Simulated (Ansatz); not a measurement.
# Pressure, energy and gap of a 128-atom amorphous Si cell under even compression and stretching, with PBE

I calculate the pressure, the energy per atom and the Kohn-Sham gap of one amorphous silicon cell as its volume is scaled evenly and its atoms are relaxed again. Volume change and energy are counted from the relaxed cell, and pressure is positive under compression. The question is how far the disordered network behaves as an elastic solid, and what its gap does meanwhile. It matters for thin-film solar cells and transistors, where films carry stress from their growth, and for battery electrodes, where silicon swells and shrinks strongly. A glass has an option that a perfect crystal lacks under small strain: it can switch a few bonds and settle into another minimum, so pressure and energy need not stay on one smooth curve.

## How the numbers were made

One cell of 128 atoms, Si in reduced formula. Start: 128 atoms (128 Si) placed at random at 2.32 g/cm³, melted at 2500 K for 10 ps at fixed volume with the EDIP (Justo, Bazant, Kaxiras, Bulatov and Yip, Phys. Rev. B 58, 2539 (1998)). Quenched from 2500 K to 500 K at 50 K/ps and fixed volume, held 5 ps. Cell and atoms were then relaxed in DFT. From that cell the volume was scaled evenly and the atoms were relaxed again at each fixed cell. Ansatz 0.2.0: Kohn-Sham DFT with PBE, PAW potentials, plane waves to 420 eV, k-points Γ alone, no spin polarisation, no spin-orbit coupling. Occupations: Gaussian smearing of 0.025 eV. The cutoff and the k-mesh are held, so the number of plane waves changes with the volume.

- volume change (%): change of the cell's volume from the relaxed cell, all three axes scaled alike.
- volume (Å³/atom): volume per atom.
- pressure (GPa): pressure, a third of the trace of the stress, positive under compression, without a kinetic term.
- energy (meV/atom): free energy per atom less that of the relaxed cell.
- gap (eV): Kohn-Sham gap: lowest empty less highest filled level over the k-points of the run.

## The series

| member | volume change (%) | volume (Å³/atom) | pressure (GPa) | energy (meV/atom) | gap (eV) |
| --- | --- | --- | --- | --- | --- |
| −10 % | −10 | 18.4919 | 6.785 | 35.379 | 0.425 |
| −6 % | −6 | 19.3137 | ? | ? | ? |
| −3 % | −3 | 19.9301 | 2.058 | 3.930 | 0.268 |
| relaxed cell | 0 | 20.5465 | 0.016 | 0.000 | 0.289 |
| +3 % | 3 | 21.1629 | −1.816 | 3.524 | 0.305 |
| +6 % | 6 | 21.7793 | −3.363 | 13.490 | 0.320 |

Cells marked ? are withheld until the estimate has been made.

Least-squares fits to the members shown, with x = volume change (%); R² in the fitted variables, residuals in the unit of y:

| y | members | fit | R² | rms residual | leave-one-out rms | standard deviation of y |
| --- | --- | --- | --- | --- | --- | --- |
| pressure (GPa) | 5 | y = 0.06214 − 0.6155 x + 0.005892 x² | 1.00 | 0.067 | 0.50 | 3.9 |
| energy (meV/atom) | 5 | y = 0.3848 + 0.03301 x + 0.3541 x² | 1.00 | 0.29 | 2.0 | 14 |

## Mechanism

Pressure falls at every step from compression to stretching. Between −3 % and +3 % the slope is (−1.816 − 2.058) / 6 = −0.646 GPa per percent, so the bulk modulus B is about 100 × 0.646 = 64.6 GPa. The network resists because its bonds are shortened or lengthened and its bond angles are bent. Stretched bonds pull back less and less steeply, and the slope shows it: its size is 0.681 GPa per percent from 0 to −3 %, but only 0.516 from +3 % to +6 %.

For small changes the energy should follow E = B V₀ x² / 2, with x the fractional volume change, V₀ the relaxed volume per atom and 1 GPa·Å³ = 6.24 meV. At 3 % this gives 64.6 × 20.5465 × 0.0009 / 2 × 6.24 = 3.73 meV/atom, between the 3.930 of the compressed cell and the 3.524 of the stretched one.

At −10 % the same formula gives 3.73 × 100 / 9 = 41.4 meV/atom, while the table has 35.379. Elastic stiffening would have put the row above the parabola, so the departure has the wrong sign for it. A local rearrangement has the right sign, and some atoms did move unusually far in this cell. The pressure agrees: from −3 % to −10 % its mean slope is 0.675 GPa per percent in size, no steeper than in the step before.

The gap widens slowly on stretching, by (0.320 − 0.268) / 9 = 0.006 eV per percent from −3 % to +6 %. The −10 % cell breaks this order with 0.425 eV, the largest gap shown. Perhaps the rearrangement removed or shifted a defect or tail state that set the gap in the other cells. PBE tends to put gaps too low, and another sample could differ by more than these changes, so I read only the direction within this cell.

## Prediction

Plain estimates from the members shown:

- −6 %, fit at x = −6: 3.967 GPa
- −6 %, straight-line interpolation between −10 % and −3 %: w = (−6 − (−10)) / (−3 − (−10)) = 0.571, so 6.785 + 0.571 × (2.058 − 6.785) = 4.084 GPa

I start from the straight line between the two neighbours, 4.084 GPa, because it includes the softened −10 % cell. An elastic pressure curve bends upward under compression, so it lies below its chord. The three central rows give the curvature: (2.058 − 1.816 − 2 × 0.016) / 18 = 0.0117 GPa per percent squared. At −6 %, 4 and 3 percent from the neighbours, the correction is 0.0117 × 4 × 3 = 0.14 GPa, and 4.084 − 0.14 = 3.94 GPa.

I tried the elastic curve through those three rows on the +6 % cell: 0.016 − 0.646 × 6 + 0.0117 × 36 = −3.44 GPa, against −3.363 in the table. Its miss of 0.08 GPa is small beside what rearrangement can do. At −10 % the same curve gives 0.016 + 0.646 × 10 + 0.0117 × 100 = 7.65 GPa, which is 0.86 above the row.

The −6 % cell may have rearranged too, but how much pressure that would release is unknown. With no release the elastic curve gives 0.016 + 0.646 × 6 + 0.0117 × 36 = 4.31 GPa; with the full release it gives 4.31 − 0.86 = 3.45 GPa. My estimate lies between these cases and amounts to a release that grows evenly from −3 % to −10 %. Treating the whole range as equally likely gives a standard deviation of 0.86 / √12 = 0.25 GPa, which also covers a miss like that of the +6 % trial.

**Committed estimate, −6 %: pressure = 3.94 ± 0.25 GPa.**

## Result

| member | volume change (%) | volume (Å³/atom) | pressure (GPa) | energy (meV/atom) | gap (eV) |
| --- | --- | --- | --- | --- | --- |
| −6 % | −6 | 19.3137 | 4.009 | 13.617 | 0.200 |

| member | estimate | pressure (GPa) | computed | estimate − computed | miss in error bars |
| --- | --- | --- | --- | --- | --- |
| −6 % | committed | 3.940 | 4.009 | −0.069 | 0.3 |
| −6 % | fit | 3.967 | 4.009 | −0.042 |  |
| −6 % | interpolation | 4.084 | 4.009 | +0.075 |  |

The −6 % cell has a pressure of 4.009 GPa. My estimate of 3.94 ± 0.25 GPa is 0.069 too low, well inside its error bar. The quadratic fit came closer and the straight interpolation did slightly worse, but such small differences mean little with loosely converged stresses. Shifting the interpolation downward was right, though I took off 0.14 GPa where 0.075 was needed. Against the elastic curve through the three central rows, the pressure released is 4.31 − 4.009 = 0.30 GPa, where I had in effect assumed 0.37.

The energies now give a separate test of the rearrangement. On one elastic curve, the work of compression equals the rise in energy. From −3 % to −6 % the work is (2.058 + 4.009) / 2 × (19.9301 − 19.3137) × 6.24 = 11.7 meV/atom, but the energy rises by only 13.617 − 3.930 = 9.7. The missing 2.0 meV/atom, about 0.25 eV for the whole cell, fits a drop into another minimum. From +3 % to +6 % work and energy agree, at 10.0 meV/atom each.

## Where the trend breaks

Least-squares fits to the whole series, with x = volume change (%); R² in the fitted variables, residuals in the unit of y:

| y | members | fit | R² | rms residual | leave-one-out rms | standard deviation of y |
| --- | --- | --- | --- | --- | --- | --- |
| pressure (GPa) | 6 | y = 0.07070 − 0.6170 x + 0.005760 x² | 1.00 | 0.062 | 0.19 | 3.8 |
| energy (meV/atom) | 6 | y = 0.5242 + 0.007452 x + 0.3519 x² | 1.00 | 0.35 | 1.1 | 13 |

Largest departures from the fit to the whole series:

| member | pressure (GPa) | fit | computed − fit | in rms residuals |
| --- | --- | --- | --- | --- |
| +3 % | −1.816 | −1.728 | −0.088 | 1.4 |
| −3 % | 2.058 | 1.974 | +0.084 | 1.4 |
| +6 % | −3.363 | −3.424 | +0.061 | 1.0 |
| relaxed cell | 0.016 | 0.071 | −0.055 | 0.9 |

No pressure stands out. The largest departures from the fit, −0.088 GPa at +3 % and +0.084 GPa at −3 %, are only 1.4 rms residuals. Their opposite signs come from the fit itself: the softened compressed cells pull its slope at zero down to 0.617 GPa per percent in size, against 0.646 between these two rows, and 3 × (0.646 − 0.617) = 0.09 GPa.

The gap is where the two most compressed cells part from the rest. From +6 % to −3 % it narrows gently, but the next step, to −6 %, takes off 0.268 − 0.200 = 0.068 eV, and at −10 % the gap is 0.425 eV. The series thus has its smallest and its largest gap in neighbouring rows. In both cells some atoms moved unusually far, a sign of rearrangement, so my earlier idea that it removes a state from the gap can't serve as a general rule. A changed bond may as well push a tail or defect state into the gap, which would be a likely reason for the low value at −6 %.

## What to take away

Between −3 % and +6 % this cell behaves as an elastic solid whose work and energy agree. Near the relaxed volume, 1 GPa of even pressure shrinks it by 1 / 0.646 = 1.5 % in volume, or about 0.5 % in length.

For a further volume of the same cell within the range, the quadratic fit should give the pressure to about 0.2 GPa, judging by its leave-one-out error of 0.19 GPa. The gap can't be estimated in this way under strong compression: interpolation between −10 % and −3 % gives 0.425 + 0.571 × (0.268 − 0.425) = 0.335 eV at −6 %, where the run has 0.200.

The gaps span 0.425 − 0.200 = 0.225 eV. The usual shortfall of PBE, roughly half an eV in silicon, is larger than that, and correcting it would raise them all. For the pressure, which spans about 10 GPa, I expect no omitted effect of comparable size.

[On method and selection: Runs that did not converge, have known faults or may not be shown are not listed, and runs on Ansatz's PAW sets soft_1 and soft_2 are kept to separate tables. Series whose pressures fit the equation of state badly weren't written up.]
